**Student:** I have seen the claim that a ring with Rashba coupling and no magnetic field has $G=(e^2/h)[1-\cos(\pi\sqrt{1+Q^2})]$. I distrust it. Without a field the two spin states are Kramers partners, so I expect their phases to cancel. And the square root looks invented.

**Lecturer:** Then we build it from premises, and you object where you like.

1. Electrons move in the $xy$ plane with a parabolic mass $m^*$ and a Rashba term linear in momentum, $H=p^2/2m^*+(\alpha/\hbar)(\sigma_xp_y-\sigma_yp_x)+V(r)$, with $\alpha>0$ and $\sigma_i$ the Pauli matrices. This fixes the sign convention of $\alpha$.
2. $V(r)$ confines them to a narrow annulus of radius $R$, with one radial mode occupied.
3. Two single-mode leads join at $\varphi=0$ and $\varphi=\pi$. The junctions are point-like, symmetric between the arms and act as the identity on spin.
4. Transport is ballistic, coherent and in linear response, so $G=(e^2/h)\,\mathrm{Tr}\,t^\dagger t$ with $t$ the $2\times2$ transmission matrix in spin space at the Fermi energy.
5. Each electron crosses the ring once.

**Student:** Premise 5 sounds like cheating.

**Lecturer:** It is the weakest one, and we will remove it afterwards to see what it costs. First the ring Hamiltonian. Define $\sigma_r=\cos\varphi\,\sigma_x+\sin\varphi\,\sigma_y$ and $\sigma_\varphi=-\sin\varphi\,\sigma_x+\cos\varphi\,\sigma_y$, so that $\partial_\varphi\sigma_r=\sigma_\varphi$. Insert $\partial_x=\cos\varphi\,\partial_r-r^{-1}\sin\varphi\,\partial_\varphi$ and $\partial_y=\sin\varphi\,\partial_r+r^{-1}\cos\varphi\,\partial_\varphi$:

$$H_R=-i\alpha(\sigma_x\partial_y-\sigma_y\partial_x)=-i\alpha\left(\frac{\sigma_r}{r}\partial_\varphi-\sigma_\varphi\,\partial_r\right).$$

**Student:** Now set $r=R$ and drop $\partial_r$.

**Lecturer:** Check whether the result is Hermitian. With $L=-i\partial_\varphi$, the adjoint of $\sigma_rL$ is $L\sigma_r=\sigma_rL-i\sigma_\varphi$.

**Student:** So $\sigma_rL$ alone is not Hermitian. The radial derivative has to repair it.

**Lecturer:** It does. Let $\chi(r)$ be the real radial mode with $\int\chi^2r\,dr=1$. Integrating by parts, with $r\chi^2$ vanishing at both ends,

$$\langle\partial_r\rangle=\int\chi\chi'\,r\,dr=-\tfrac12\int\chi^2dr=-\tfrac12\langle r^{-1}\rangle ,$$

whatever the shape of $V$. For a narrow ring $\langle r^{-1}\rangle\to1/R$ and $\langle r^{-2}\rangle\to1/R^2$. Measure energy from the radial level and define

$$E_0=\frac{\hbar^2}{2m^*R^2},\qquad Q=\frac{\alpha/R}{E_0}=\frac{2m^*\alpha R}{\hbar^2}.$$

Then

$$H=E_0\left[L^2+Q\left(\sigma_rL-\tfrac{i}{2}\sigma_\varphi\right)\right].$$

This is the form given by Meijer, Morpurgo and Klapwijk in 2002. The bracket multiplying $Q$ equals $\tfrac12(\sigma_rL+L\sigma_r)$, which is Hermitian. Since $\sigma_r^2=1$, we can complete the square:

$$H=E_0\left[D^2-\tfrac14Q^2\right],\qquad D=L+\tfrac12Q\,\sigma_r .$$

The spin-orbit term enters as a vector potential that is a matrix in spin space. That is the sense in which this is an Aharonov-Casher problem: a magnetic moment moving round a loop in an electric field picks up a phase, as a charge does round a flux.

**Student:** A vector potential that depends on $\varphi$ and does not commute with itself at different points. How do you diagonalise that?

**Lecturer:** Go to a frame in which the spin axes turn with the electron. Let $U(\varphi)=e^{-i\varphi\sigma_z/2}$. It rotates $\sigma_x$ into $\sigma_r$, that is $U\sigma_xU^\dagger=\sigma_r$, and differentiating $U$ gives $U^\dagger LU=L-\sigma_z/2$. Hence

$$U^\dagger DU=L+\tfrac12M,\qquad M=Q\sigma_x-\sigma_z .$$

$M$ is a constant matrix with $M^2=1+Q^2$, because $\sigma_x$ and $\sigma_z$ anticommute. There is your square root, $\Lambda=\sqrt{1+Q^2}$. The $Q$ comes from the Rashba field and the $1$ from the turning of the frame. Write $M=-\Lambda\,\mathbf n_0\cdot\boldsymbol\sigma$ with $\mathbf n_0=(-\sin\theta,0,\cos\theta)$. Comparing components, $\Lambda\cos\theta=1$ and $\Lambda\sin\theta=Q$, so

$$\tan\theta=Q .$$

The eigenvectors of $\mathbf n_0\cdot\boldsymbol\sigma$ with eigenvalue $s=\pm1$ are $\xi_+=(\cos\frac\theta2,-\sin\frac\theta2)^T$ and $\xi_-=(\sin\frac\theta2,\cos\frac\theta2)^T$, and $M\xi_s=-s\Lambda\xi_s$. The states

$$\psi_{j,s}=U(\varphi)\,e^{ij\varphi}\,\xi_s$$

obey $D\psi_{j,s}=(j-s\Lambda/2)\psi_{j,s}$, and therefore

$$E_{j,s}=E_0\left[(j-\tfrac12s\Lambda)^2-\tfrac14Q^2\right].$$

In the laboratory frame the spin points along $s(\cos\theta\,\hat z-\sin\theta\,\hat r)$. It is tilted from the ring axis by $\theta$, inward for $s=+1$ and $\alpha>0$, and sweeps a cone as the electron goes round.

**Student:** I would have put the spin in the plane, along the Rashba field. And why does the tilt not depend on the momentum?

**Lecturer:** At wave number $k$ the spin precesses at $2\alpha k/\hbar$, while the field direction turns at $v/R=\hbar k/m^*R$. The ratio is $Q$, and $k$ drops out. Only for $Q\gg1$ can the spin follow the field into the plane. Reversing the motion reverses both frequencies, so the axis is the same for both senses of circulation.

**Student:** What values does $j$ take?

**Lecturer:** In a closed ring $\psi$ must be single valued. Since $U(2\pi)=-1$, $j=n+\frac12$ with integer $n$; $j$ is the eigenvalue of $L+\sigma_z/2$, which commutes with $H$. You can test the spectrum directly. In the basis $e^{in\varphi}\!\uparrow$, $e^{i(n+1)\varphi}\!\downarrow$ the matrix of $H/E_0$ has diagonal $n^2$, $(n+1)^2$ and off-diagonal $Q(n+\frac12)$, with eigenvalues $j^2+\frac14\mp j\Lambda$, which is the formula above multiplied out. Now rewrite it as

$$E=E_0\left[\left(n-\frac{\Phi_s}{2\pi}\right)^2-\frac{Q^2}{4}\right],\qquad \Phi_s=-\pi\,(1-s\Lambda).$$

Each spin species sees an effective flux phase $\Phi_\pm=-\pi(1\mp\sqrt{1+Q^2})$. Note $\Phi_-=-\Phi_+-2\pi$: modulo $2\pi$ the phases are equal and opposite, and $(j,s)$ is degenerate with $(-j,-s)$. That is your Kramers pair.

**Student:** Equal and opposite. So they cancel, as I said.

**Lecturer:** They would cancel in a quantity odd in the phase, such as the persistent charge current. A transmission probability is even in it. Let us compute. In an open arm $j$ is not quantised; the energy fixes it. From $D^2=E/E_0+Q^2/4\equiv\kappa^2$ we get $D=\pm\kappa$, so $j=\pm\kappa+s\Lambda/2$. The velocity operator is $(i/\hbar)[H,R\varphi]=(\hbar/m^*R)\,D$. So $D=+\kappa$ moves counterclockwise, $D=-\kappa$ clockwise, and both spin species have the same speed, which means no velocity factors enter $t$.

An electron enters at $\varphi=0$, where $U=1$, in the state $\xi_s$. The upper arm carries it with $D=+\kappa$ to $\varphi=\pi$, the lower arm with $D=-\kappa$ to $\varphi=-\pi$:

$$\psi_{\rm up}=U(\pi)\,e^{i\pi\kappa}e^{+is\Lambda\pi/2}\xi_s,\qquad \psi_{\rm low}=U(-\pi)\,e^{i\pi\kappa}e^{-is\Lambda\pi/2}\xi_s .$$

Here $U(\pi)=-i\sigma_z$ and $U(-\pi)=+i\sigma_z$. Both waves arrive in the same spin state $\sigma_z\xi_s$, so they interfere fully:

$$\psi_{\rm up}=e^{i\pi\kappa}e^{+i\Phi_s/2}\sigma_z\xi_s,\qquad\psi_{\rm low}=e^{i\pi\kappa}e^{-i\Phi_s/2}\sigma_z\xi_s .$$

The phase of the upper arm relative to the lower is $\Phi_s$. The $-\pi$ in it is the sign a spinor acquires between frames that differ by a full turn.

**Student:** And the junctions?

**Lecturer:** Take the symmetric three-port splitter with no reflection back into the lead. In the order lead, upper, lower,

$$S=\begin{pmatrix}0&1/\sqrt2&1/\sqrt2\\1/\sqrt2&-1/2&1/2\\1/\sqrt2&1/2&-1/2\end{pmatrix},$$

times the identity in spin. It is real, symmetric and unitary, and it is the fully coupled case of the junction of Büttiker, Imry and Azbel from 1984. One pass gives a factor $1/\sqrt2$ at each end, so

$$t\,\xi_s=\tfrac12(\psi_{\rm up}+\psi_{\rm low})=e^{i\pi\kappa}\cos(\Phi_s/2)\,\sigma_z\xi_s .$$

The states $\sigma_z\xi_\pm$ are orthonormal, so $T_s=\cos^2(\Phi_s/2)=\sin^2(\pi\Lambda/2)$ for both $s$. The trace does not depend on the spin basis used in the leads, and

$$G=\frac{e^2}{h}\,2\sin^2\frac{\pi\Lambda}{2}=\frac{e^2}{h}\left[1-\cos\left(\pi\sqrt{1+Q^2}\right)\right].$$

This is the expression of Frustaglia and Richter from 2004. It vanishes when $\sqrt{1+Q^2}=2,4,6,\dots$, that is at $Q=\sqrt{N^2-1}$ with even $N$, and reaches $2e^2/h$ at odd integers. The first zero has $Q=\sqrt3$ and $\cos\theta=1/2$, a tilt of $60^\circ$.

**Student:** At $Q=0$ it gives $2e^2/h$, as it must. So the $-1$ from the spinor only undoes the rotating frame there.

**Lecturer:** Yes. Drop that sign and you would predict a blocked ring with no spin-orbit coupling at all. For small $Q$, $\Lambda-1\approx Q^2/2$ and $G\approx(e^2/h)(2-\pi^2Q^4/8)$, so the onset is slow. For large $Q$, $\Lambda\approx Q+1/2Q$ and $G$ becomes periodic in $Q$ with period 2, or in $\alpha$ with period $\hbar^2/m^*R$.

**Student:** If $T_+=T_-$, the ring is no spin filter. Does it do anything to the spin?

**Lecturer:** It rotates it. Since $\cos(\Phi_s/2)=s\sin(\pi\Lambda/2)$, the matrix is $t=e^{i\pi\kappa}\sin(\pi\Lambda/2)\,\sigma_z\,\mathbf n_0\cdot\boldsymbol\sigma$. With $\sigma_z\sigma_x=i\sigma_y$ the product is $\cos\theta-i\sin\theta\,\sigma_y$, so

$$t=e^{i\pi\kappa}\sin(\pi\Lambda/2)\,e^{-i\theta\sigma_y}.$$

Every transmitted spin is turned by $2\theta$ about $y$, the in-plane axis normal to the line of the contacts, and $t^\dagger t$ is proportional to the identity. An unpolarised current stays unpolarised.

**Student:** People call this a Berry phase. Is it one?

**Lecturer:** Only in part. Use $\Lambda=\cos\theta+Q\sin\theta$, which follows from $\cos\theta=1/\Lambda$ and $\sin\theta=Q/\Lambda$:

$$\Phi_s=-\pi(1-s\cos\theta)+s\pi Q\sin\theta .$$

The first term is minus half the solid angle of the cone swept by the spin, the geometric phase of Aharonov and Anandan. It tends to the adiabatic Berry value $-\pi$ as $\theta\to90^\circ$. The second is $-\oint\langle\frac12Q\sigma_r\rangle d\varphi$ with $\langle\sigma_r\rangle=-s\sin\theta$, a dynamical phase from the spin splitting. At large $Q$ nearly all the variation with $\alpha$ is dynamical.

**Student:** Back to premise 5. When $T_s<1$ the missing flux has not left the ring, and your splitter reflects nothing on entry. Where does it go?

**Lecturer:** Look at the arm block of $S$. The symmetric combination of arm amplitudes has eigenvalue $0$ there, so it leaves into the lead. The antisymmetric one has eigenvalue $-1$ and is totally reflected. The single-pass formula throws that part away. It is exact for an interferometer whose splitters have a second port that drains the antisymmetric wave, and in a two-terminal ring it is the first term of a series, which we can sum. Spin-blind junctions conserve $s$, so each species is a scalar problem. Put $z=e^{i\pi\kappa}$, $C=\cos(\Phi_s/2)$, $P=\sin(\Phi_s/2)$. Forward, the arms carry $ze^{\pm i\Phi_s/2}$; backward, with $D$ reversed on each arm, $ze^{\mp i\Phi_s/2}$. In the symmetric and antisymmetric basis these are the matrices with $zC$ on the diagonal and $+izP$ or $-izP$ off it. Let the left junction emit a symmetric amplitude 1 and an antisymmetric amplitude $x$. The antisymmetric wave reaching the right is $z(iP+Cx)$. It reflects with $-1$, its antisymmetric part returns with $zC$, and it reflects with $-1$ again:

$$x=z^2C(iP+Cx)\quad\Rightarrow\quad x=\frac{iPCz^2}{1-C^2z^2}.$$

The symmetric amplitude at the right is transmitted:

$$t_s=z(C+iPx)=\frac{zC(1-z^2)}{1-C^2z^2},\qquad T_s=\frac{4C^2\sin^2\pi\kappa}{(1-C^2)^2+4C^2\sin^2\pi\kappa}.$$

The reflected amplitude has $|r_s|^2=(1-C^2)^2$ over the same denominator, so flux is conserved.

**Student:** That is not $C^2$. It depends on energy and has its own zeros at integer $\kappa$.

**Lecturer:** Correct, except that those zeros shrink to nothing as $C^2\to1$. What survives is the factor $C$: the zeros at even $\sqrt{1+Q^2}$ hold at every energy, since all paths pair up and cancel. If temperature or bias averages over a period in $\kappa$, use $\langle(a+b\sin^2u)^{-1}\rangle=[a(a+b)]^{-1/2}$ with $a=(1-C^2)^2$, $a+b=(1+C^2)^2$:

$$\langle T_s\rangle=1-\frac{1-C^2}{1+C^2}=\frac{2C^2}{1+C^2}.$$

Zeros and maxima sit where the cosine formula puts them, but between them the value is higher, by up to a factor of 2 near the zeros. So trust the positions of the zeros and the period, and treat the cosine line shape as a property of premise 5.

**Student:** What if the arms are not equal, or there is a small field?

**Lecturer:** A spin-independent phase $\delta$ between the arms gives $T_s=\cos^2[(\Phi_s+\delta)/2]$ in one pass, and since $\Phi_-=-\Phi_+$ modulo $2\pi$ the sum is

$$G=\frac{e^2}{h}\left[1-\cos(\pi\Lambda)\cos\delta\right].$$

For a flux $\phi$, $\delta=\pm2\pi\phi/(h/e)$; for a contact displaced along the ring so that the arms differ by $\delta\ell$, $\delta=\kappa\,\delta\ell/R$. The Rashba coupling thus sets the amplitude and sign of the Aharonov-Bohm oscillation, which flips from a maximum to a minimum at zero field as $\Lambda$ grows by one.

**Student:** Now tell me when all this applies.

**Lecturer:** The range of validity is this.

- One radial mode: width $W$ below the Fermi wavelength $\lambda_F$ for hard walls, and $W\ll R$.
- No mixing of radial modes by the $\sigma_\varphi\partial_r$ term. Its matrix element is of order $\alpha/W$ against a spacing of order $\hbar^2/m^*W^2$, so $W$ must be small against $R/Q=\hbar^2/2m^*\alpha$. The junctions must also be small on that scale to be spin-blind.
- Mean free path and phase coherence length longer than $\pi R$.
- Arms equal to within $1/k_F$ for the zeros to be complete.
- A splitting linear in $k$ and isotropic, with no bulk-inversion term, and a Zeeman energy small against $\hbar v_F/R$, the scale of the frame term.
- Non-interacting electrons. Under these conditions $\Phi_s$ is independent of energy, so temperature does not smear the zeros.

**Student:** Put in an HgTe well with $R=1\ \mu$m. I suspect half of that list fails.

**Lecturer:** Take as typical, approximate inputs $m^*=0.04\,m_e$, $\alpha=12$ meV nm and a sheet density $10^{12}$ cm$^{-2}$. Then $\hbar^2/m^*=1.905$ eV nm$^2$, $E_0=0.95\ \mu$eV, and $k_F=\sqrt{2\pi n_s}=0.251$ nm$^{-1}$, so $\kappa\approx k_FR=251$, $E_F=60$ meV and the splitting is $\Delta=2\alpha k_F=6.0$ meV. The wavelength $\lambda_F=25$ nm is 39 lattice constants, with $a=6.46$ Å as compiled by Cava (2013), so an envelope description is sound. Treating the inputs as exact,

$$Q=12.60,\quad\theta=85.5^\circ,\quad\Lambda=12.64,\quad\Phi_+=11.64\,\pi ,$$

made of a dynamical part $12.56\,\pi$ and a geometric part $-0.92\,\pi$. The single-pass formula gives $G=1.4\,e^2/h$ and the energy-averaged series $1.7\,e^2/h$. One period in $\kappa$ is $2\kappa E_0=\hbar v_F/R=0.48$ meV, or 5.5 K in temperature units. One unit of $Q$ is $0.9525$ meV nm, so the asymptotic period is $1.9$ meV nm in $\alpha$, or $0.96$ meV in $\Delta$ at fixed density. The flux period is $h/e\pi R^2=1.32$ mT. With a typical $|g|\approx20$ the Zeeman energy there is $1.5\ \mu$eV, a fraction $0.003$ of $\hbar v_F/R$, and negligible.

**Student:** How much does that $1.4$ mean?

**Lecturer:** Little. A change of 1% in $m^*\alpha R$ moves the phase by $0.01\,\pi Q^2/\Lambda=0.39$ rad. The period is the meaningful output, and even that inherits the mass. $E_F$ is $0.21$ of the magnitude of the inverted bulk gap, $-0.29$ eV as compiled by Sakuma (2011), so the band is not parabolic. One should read $Q=\Delta R/\hbar v_F$, with $m^*=\hbar k_F/v_F$ at the Fermi level, and a fixed mass can misplace the period by tens of per cent over a wide gate sweep, too long a period in $\alpha$ where the true mass is heavier.

**Student:** Inverted gap. Then the conduction subband of a wide well is heavy-hole-like, and premise 1 is wrong.

**Lecturer:** For an inverted well it is. The doublet has angular momentum $\pm3/2$, and with axial symmetry the term that couples the two must carry three units, so it goes as $k_\pm^3$ at small $k$, and the effective field winds three times per turn. We can size the effect. In the linear model $D\psi=\pm\kappa\psi$ with $\psi=e^{\pm i\kappa\varphi}\eta$ reads $i\partial_\varphi\eta=\frac12Q\sigma_r\eta$ on either arm. For winding $w$, to leading order in $1/\kappa$ and in $\Delta/E_F=0.10$, replace $\varphi$ by $w\varphi$ inside $\sigma_r$ and keep $Q=\Delta R/\hbar v_F$; the field is still odd in $k$, so the equation is again the same on both arms. The frame $e^{-iw\varphi\sigma_z/2}$ gives $M=Q\sigma_x-w\sigma_z$ and a relative sign $(-1)^w$. For $w=3$,

$$G=\frac{e^2}{h}\left[1-\cos\left(\pi\sqrt{9+Q^2}\right)\right].$$

At the same $Q$ the root is $12.95$, a phase shift of $0.31\,\pi$, which moves $G$ from $1.4$ to $2.0\,e^2/h$. With $\alpha$ read as $\Delta/2k_F$, some of the zeros, labelled by the even value $N$ of the root, are:

| $N$ | $Q$, linear | $\alpha$, linear (meV nm) | $\alpha$, $w=3$ (meV nm) |
|---|---|---|---|
| 2 | 1.73 | 1.65 | no zero |
| 4 | 3.87 | 3.69 | 2.52 |
| 12 | 11.96 | 11.39 | 11.07 |
| 14 | 13.96 | 13.30 | 13.03 |

The asymptotic period is untouched, while the first zero moves from $1.65$ out to $2.52$ meV nm. A cubic splitting also makes $Q$ proportional to energy for a parabolic band, so the phase is smeared by about $\pi Qk_BT/E_F=0.06$ rad at 1 K.

**Student:** And the single mode?

**Lecturer:** That is the largest failure. Rings of this kind were studied by König and co-workers in 2006. Take a typical lithographic width of 300 nm. It holds $\lfloor k_FW/\pi\rfloor=23$ modes, against a single-mode limit of 25 nm and a mixing length $R/Q=79$ nm. Paths along the inner and outer edges differ in $Q$ by $QW/R=3.8$, almost two periods. For a cubic term it is worse: averaging $(k_\parallel+ik_\perp)^3$ over a real transverse mode leaves $k_\parallel(k_\parallel^2-3\langle k_\perp^2\rangle)$, so $Q$ differs from mode to mode and can change sign. The arms would also have to match within $1/k_F=4.0$ nm. The one-dimensional result therefore overstates the depth of the modulation in a real HgTe ring by a large factor: it predicts a conductance swinging fully to zero, whereas such a ring shows a small oscillation on a large many-mode background. What carries over is the scale, a sign reversal of the Aharonov-Bohm oscillation each time $\Delta$ changes by roughly $\hbar v_F/R$, about half a meV here, for the modes that run nearly along the ring.